Nearest-neighbour spring constants of the cubic lattices, and why bcc sodium and potassium are soft in one shear

A cubic crystal has three elastic constants. Today I compute them for atoms joined by central springs, for fcc, bcc and simple cubic. The bcc case has a zero where one expects a stiffness, and that zero is the starting point for understanding Na and K.

1. Premises and conventions

P1. The crystal is a cubic Bravais lattice with cube edge a and volume Ω per atom: a³ (sc), a³/2 (bcc), a³/4 (fcc).
P2. The energy is a sum over bonds of a function φ_s(r) of the bond length alone, one function for each neighbour shell s. At the reference length R_s, I write k_s = φ_s″(R_s) for the spring constant and t_s = φ_s′(R_s)/R_s for the tension per length. Both have units of N/m, and t > 0 means a stretched bond.
P3. The springs are unstressed: t_s = 0 in every shell kept. I carry t along as far as is free of cost, so that we can see later what P3 throws away.
P4. The lattice is static and the strain is small and homogeneous.

A homogeneous deformation maps every lattice vector R to F·R. The Lagrangian strain is η = (FᵀF − 1)/2. For a reference state free of stress, the elastic constants are defined by the energy per reference volume, w = ½ C_ijkl η_ij η_kl, which for cubic symmetry in Voigt notation reads

(1) w = ½ C11 (η11² + η22² + η33²) + C12 (η11η22 + η22η33 + η33η11) + 2 C44 (η12² + η23² + η31²).

Here C11 = C_xxxx, C12 = C_xxyy, C44 = C_xyxy, and the factor 2 in the last term appears because the engineering shear is 2η12. I also use B = (C11 + 2C12)/3, C′ = (C11 − C12)/2 and the Zener ratio A = C44/C′. The form (1) is positive definite exactly when B, C′ and C44 are all positive. These are the Born conditions: B belongs to the dilatation, C′ to the two traceless diagonal strains, C44 to the three off-diagonal ones.

Question: Why may every atom be moved to F·R? Atoms could relax away from those places.

By P1 the deformed crystal is again a Bravais lattice, so each atom sits at a centre of inversion, and the force on it must equal its own negative. It is zero. The affine positions are therefore in equilibrium. Whether the equilibrium is stable against displacements of shorter wavelength is a matter for the phonons, to which I come back. In diamond or hcp the sites are not inversion centres, internal relaxation lowers some constants, and what follows does not apply unchanged.

2. The energy of one bond

Take a bond R = R n with n a unit vector. Its deformed length r obeys r² = R·FᵀF·R = R²(1 + 2e), with e = n·η·n. This is exact, and it is the reason for using η. Expanding the root,

r − R = R(e − e²/2 + …).

Insert this in φ(r) = φ(R) + tR(r − R) + ½k(r − R)² + … and keep second order:

(2) φ(r) − φ(R) = tR² e + ½(k − t)R² e².

Each atom owns half of each of its bonds, so w = (1/2Ω) Σ_R [φ(r) − φ(R)], the sum running over all neighbours of one atom. The linear term gives the stress of the reference state, σ_ij = (1/2Ω) Σ tR² n_i n_j, which vanishes under P3. In the quadratic term e² = n_i n_j n_k n_l η_ij η_kl, and comparison with w = ½ C_ijkl η_ij η_kl gives

(3) C_ijkl = (1/2Ω) Σ_R (k − t) R² n_i n_j n_k n_l,

with t = 0 for unstressed springs. The right side is symmetric in all four indices, so C_xxyy = C_xyxy. That is the Cauchy relation C12 = C44, and it holds for any number of shells. Only two sums per shell remain:

(4) C11 = (kR²/2Ω) Σ n_x⁴, C12 = C44 = (kR²/2Ω) Σ n_x² n_y².

Question: Most textbooks use the linear strain ε, with F = 1 + ε. Does that change anything?

For symmetric ε we have η = ε + ε²/2. The extra piece matters at second order only through the term of w that is linear in η, and that term is zero when the reference stress is zero. So the constants are the same.

3. The three lattices

Face-centred cubic. There are 12 neighbours (a/2)⟨110⟩ with R² = a²/2, so kR²/2Ω = k(a²/2)(2/a³) = k/a. Eight neighbours have n_x² = 1/2 and four have n_x = 0, so Σ n_x⁴ = 8 × 1/4 = 2. Only the four in the xy plane have both n_x and n_y nonzero, so Σ n_x² n_y² = 4 × 1/4 = 1. Hence

(5) fcc: C11 = 2k/a, C12 = C44 = k/a, C′ = k/(2a), B = 4k/(3a), A = 2.

Simple cubic. There are 6 neighbours a⟨100⟩, so kR²/2Ω = k/(2a). Two lie along x, Σ n_x⁴ = 2, and none has two nonzero components:

(6) sc: C11 = k/a, C12 = C44 = 0, C′ = k/(2a), B = k/(3a).

Body-centred cubic. There are 8 neighbours (a/2)⟨111⟩ with R1² = 3a²/4, so k1R1²/2Ω = k1(3a²/4)/a³ = 3k1/(4a). Every squared component is 1/3, so both sums are 8 × 1/9 = 8/9, and (3/4)(8/9) = 2/3:

(7) bcc, first shell: C11 = C12 = C44 = 2k1/(3a), C′ = 0, B = 2k1/(3a).

The second bcc shell has 6 neighbours a⟨100⟩ with R2 = a, which is only 2/√3 = 1.155 times R1. Now k2R2²/2Ω = k2/a, Σ n_x⁴ = 2 and Σ n_x² n_y² = 0, so this shell adds 2k2/a to C11 and nothing to C12 or C44:

(8) bcc, two shells: C11 = 2k1/(3a) + 2k2/a, C12 = C44 = 2k1/(3a),
C′ = k2/a, B = 2(k1 + k2)/(3a), A = 2k1/(3k2).

So nearest-neighbour springs make fcc stable, leave sc with C44 = 0, and leave bcc with C′ = 0. In bcc the second shell alone supplies C′.

Question: For simple cubic the six ⟨100⟩ bonds gave C′ = k/(2a), and in bcc the same six bonds give k2/a. Why the factor 2?

The bcc lattice is two interpenetrating simple cubic lattices of edge a, each with its own ⟨100⟩ springs. The number of springs per volume is doubled, which in (4) shows up as Ω = a³/2.

4. Where the zeros come from

By (2), the energy is a sum of squares of the numbers e = n·η·n, one for each bond direction, since n and −n give the same e. Strain has six independent components. A sum of m squares of linear forms has rank at most m, so at least 6 − m strains cost nothing.

For sc, m = 3 and the forms are η11, η22, η33. The three off-diagonal strains are free, which is C44 = 0. For fcc, m = 6, the forms are (η11 + η22)/2 ± η12 and their permutations, and they are independent, so nothing is free. For bcc, m = 4. With n = (s1, s2, s3)/√3 and s = ±1,

(9) e = (tr η)/3 + (2/3)(s1s2 η12 + s2s3 η23 + s3s1 η31).

The diagonal components enter through the trace only, so the two traceless diagonal strains leave all eight bonds unchanged. These are the C′ strains.

Question: Is that a zero at second order only, with a quartic term to hold the crystal?

For a volume-conserving path there is a quartic term, but the crystal is not forced on such a path. Since r² = R²(1 + 2e) is exact, a diagonal η with zero trace keeps the first-shell lengths fixed at any amplitude. Take η = diag(−x/2, −x/2, x). The cell edges become a′² = a²(1 − x) and c′² = a²(1 + 2x). At x = 1/4 we get c′/a′ = √2, which is fcc, with a′ = 0.866 a equal to R1: four former second neighbours have become first neighbours. The volume has fallen by the factor (3/4)√(3/2) = 0.919. This is the Bain path, and first-shell springs offer no resistance anywhere along it. What resists is the approach of the four second neighbours in the plane and the retreat of the two along the axis.

5. The soft phonon branch

The same zero runs through the Brillouin zone. Let w now denote the relative displacement of two bonded atoms. Then r − R = n·w + [w² − (n·w)²]/(2R) + …, and the second-order bond energy is ½[k(n·w)² + t(w² − (n·w)²)]. For a wave u = p cos(q·R − ωτ), with τ the time, M the atomic mass and p a unit eigenvector of the dynamical matrix, pairing R with −R in the equation of motion gives

(10) Mω² = Σ_R (1 − cos q·R) [k (n·p)² + t (1 − (n·p)²)].

Take q = (κ, κ, 0) and p = (1, −1, 0)/√2. The mirror x ↔ y leaves q unchanged, and p is the only direction odd under it, so p is an eigenvector. Put θ = κa. Four first neighbours have x = y, hence q·R = ±θ and n·p = 0, and together give 4t1(1 − cos θ). The other four have x = −y and q·R = 0. Of the second neighbours, the four along x and y have q·R = ±θ and (n·p)² = 1/2, giving 2(k2 + t2)(1 − cos θ), and the two along z have q·R = 0. The total is

(11) Mω² = 2S(1 − cos θ), S = k2 + t2 + 2t1.

Under P3, S = k2, and k1 is absent from Γ to the zone boundary point N, where θ = π. For small θ, Mω² = Sκ²a². With |q|² = 2κ² and density ρ = 2M/a³, we find ρω²/|q|² = S/a, which for unstressed springs is the C′ of (8), as elasticity requires for this wave. Eliminating S,

(12) ν_N = ω_N/2π = (1/π) √(C′a/M).

6. What the unstressed premise leaves out

Question: A single pair potential has one minimum. How can two shells both be unstressed?

In general they cannot. P3 treats the shells as separate springs with natural lengths R1 and R2. Since C′ is small, the neglected tensions need a size. I add them, and also an energy U(Ω) per atom that depends on volume only, as the conduction electrons of a simple metal provide. Define P_U = −U′ and B_U = ΩU″ at the reference volume.

The volume ratio is J = √det(1 + 2η). From ln J = ½ tr ln(1 + 2η) = tr η − tr η² + …, we have J − 1 = tr η + ½(tr η)² − tr η² + …. The added energy density is −P_U(J − 1) + ½B_U(J − 1)². Its linear term is −P_U tr η. Its quadratic term is ½(B_U − P_U)(tr η)² + P_U tr η². Since tr η² = η11² + η22² + η33² + 2(η12² + η23² + η31²), matching to (1) adds B_U + P_U to C11, B_U − P_U to C12 and P_U to C44, hence P_U to C′.

The total stress must vanish. For a cubic shell Σ n_i n_j = (z/3)δ_ij with z neighbours, so the bond stress is (1/a³)(1/3)[8(3a²/4)t1 + 6a²t2] = 2(t1 + t2)/a, and equilibrium demands P_U = 2(t1 + t2)/a. Using (3) with k − t in place of k,

(13) C′ = (k2 − t2)/a + P_U = (k2 + t2 + 2t1)/a,
C44 = 2(k1 − t1)/(3a) + P_U,
C12 − C44 = B_U − 2P_U.

The first line is S/a with the S of (11), so the strain calculation and the phonon calculation give the same C′, and (12) survives the tensions. The last line shows how a volume term breaks the Cauchy relation. For pure pair forces P_U = 0, t2 = −t1 and C′ = (k2 + t1)/a. A potential with its minimum between R1 and R2 has a compressed first shell, t1 < 0, which lowers C′. If the first bond is off its natural length by a small fraction δ, then t1 ≈ k1δ and

(14) ΔC′/C′ ≈ δ k1/k2.

When k2 ≪ k1 a small δ has a large effect.

Question: And farther neighbours?

The third shell has 12 neighbours a⟨110⟩, R3² = 2a², k3R3²/2Ω = 2k3/a, and the fcc sums 2 and 1. Unstressed, it adds 4k3/a to C11, 2k3/a to C12 and C44, and so k3/a to C′, the same weight as k2. Dropping it requires |k3| ≪ k2, which is a much stronger demand than |k3| ≪ k1.

Question: What about an applied pressure?

The enthalpy adds PΩ per atom, a volume term with U′ = P and U″ = 0, that is P_U = −P. The stability conditions for shear become C′ − P > 0 and C44 − P > 0, where C′ and C44 come from (3) with the k and t of the compressed lattice. The bonds are then stressed, so P3 fails, and (8) can be used only for P ≪ C′.

7. Range of validity

Results (5) to (8) are exact second-order coefficients for a static Bravais lattice with central, unstressed springs in the shells named. Applied to a material they need: strains small enough for the harmonic bond; P ≪ C′ and P ≪ C44; no angular forces, which excludes covalent crystals and makes bcc transition metals doubtful; and, for the Cauchy relation, B_U − 2P_U small against C44. The fcc constants are all of order k/a, so corrections of relative size t/k stay of that size. The zeros are different. C′ of bcc and C44 of sc are set entirely by what lies beyond first-shell springs, and C′ = k2/a identifies the curvature φ2″ only if |t1|, |t2| and |k3| are small against k2. Otherwise aC′ is the effective constant S plus the contributions of farther shells. At finite temperature the constants must be read as effective ones that include vibrational softening.

8. Numbers for Na and K

The two-shell model has two constants, which I choose so as to reproduce typical low-temperature shear behaviour. The inputs are approximate typical values: for bcc Na near liquid-nitrogen temperature, above its martensitic transformation, a ≈ 4.24 Å, C44 ≈ 5.8 GPa, C′ ≈ 0.70 GPa, M = 22.99 u; for K near liquid-helium temperature, a ≈ 5.23 Å, C44 ≈ 2.9 GPa, C′ ≈ 0.38 GPa, M = 39.10 u. Inverting (8), k1 = 3aC44/2 and k2 = aC′. Then C12 = C44, C11 = C44 + 2C′ and B = C44 + 2C′/3.

I also want Young's moduli. A uniaxial stress σ along a unit vector m splits into a hydrostatic part (σ/3)·1 and a traceless part σ(mm − 1/3). For m along [100] the traceless part is diagonal and is resisted by G = C′. For m along [111] it is purely off-diagonal and is resisted by G = C44. The strain along m is σ/(9B) from the first part and (2/3)σ/(2G) from the second, so 1/E = 1/(9B) + 1/(3G).

Model values, Na then K:

k1: 3.7 and 2.3 N/m (0.23 and 0.14 eV/Å²)
k2: 0.30 and 0.20 N/m (0.019 and 0.012 eV/Å²)
k2/k1: 0.080 and 0.087
A: 8.3 and 7.6 (the ratio of the inputs, no result)
C11: 7.2 and 3.7 GPa
C12: 5.8 and 2.9 GPa
B: 6.3 and 3.2 GPa
E[100]: 2.0 and 1.1 GPa
E[111]: 13 and 6.7 GPa
ν_N from (12): 0.89 and 0.56 THz (3.7 and 2.3 meV)

The two shear constants were put in, so they test nothing. What the model adds is the reading: a Zener ratio near 8 corresponds to a second-shell constant under a tenth of the first, and the soft transverse branch stays below 1 THz up to N.

Now the size of the neglected terms, for the Na inputs. A compression of the first bond by 1 per cent, δ = −0.01, gives t1 = −0.037 N/m and ΔC′ = t1/a = −0.087 GPa, a loss of 12 per cent of C′. By (14), a compression equal to k2/k1, which is 8 per cent, would remove C′ altogether. For the volume term, take the kinetic energy (3/5)E_F per electron of a free gas with n = 2/a³ and E_F = ħ²(3π²n)^(2/3)/2m = 3.2 eV. It scales as Ω^(−2/3), so its pressure is (2/5)nE_F = 5.4 GPa, which is 7.7 times the input C′. Exchange, correlation and the electron–ion attraction oppose this pressure, and I have not computed the balance, but a residue of only 13 per cent of it would equal C′. The tabulated k2 is therefore the effective S and should not be read as the curvature of an interionic potential at R2. Two figures are all the table supports.

Question: How far do real Na and K depart from C12 = C44? And does the fcc result do any better for a wiring metal such as copper?

For copper take the approximate typical inputs a ≈ 3.61 Å and B ≈ 140 GPa. Then (5) gives k = 3aB/4 = 38 N/m, C11 = 210 GPa, C12 = C44 = 105 GPa and C′ half of that, all of them the model's values. As typical knowledge and not as a measurement: in Na and K, C12 exceeds C44 by roughly a fifth at low temperature and by a half or more at room temperature, so the model's C12, C11 and B are too low, modestly in the cold and by up to about a third for C12 when warm; in copper the Zener ratio is near 3, and the one-spring model is too stiff in shear, by roughly 40 per cent in C44 and about a factor of two in C′. In all three metals C12 > C44, which in the form (13) means B_U > 2P_U, a term that central springs alone cannot produce.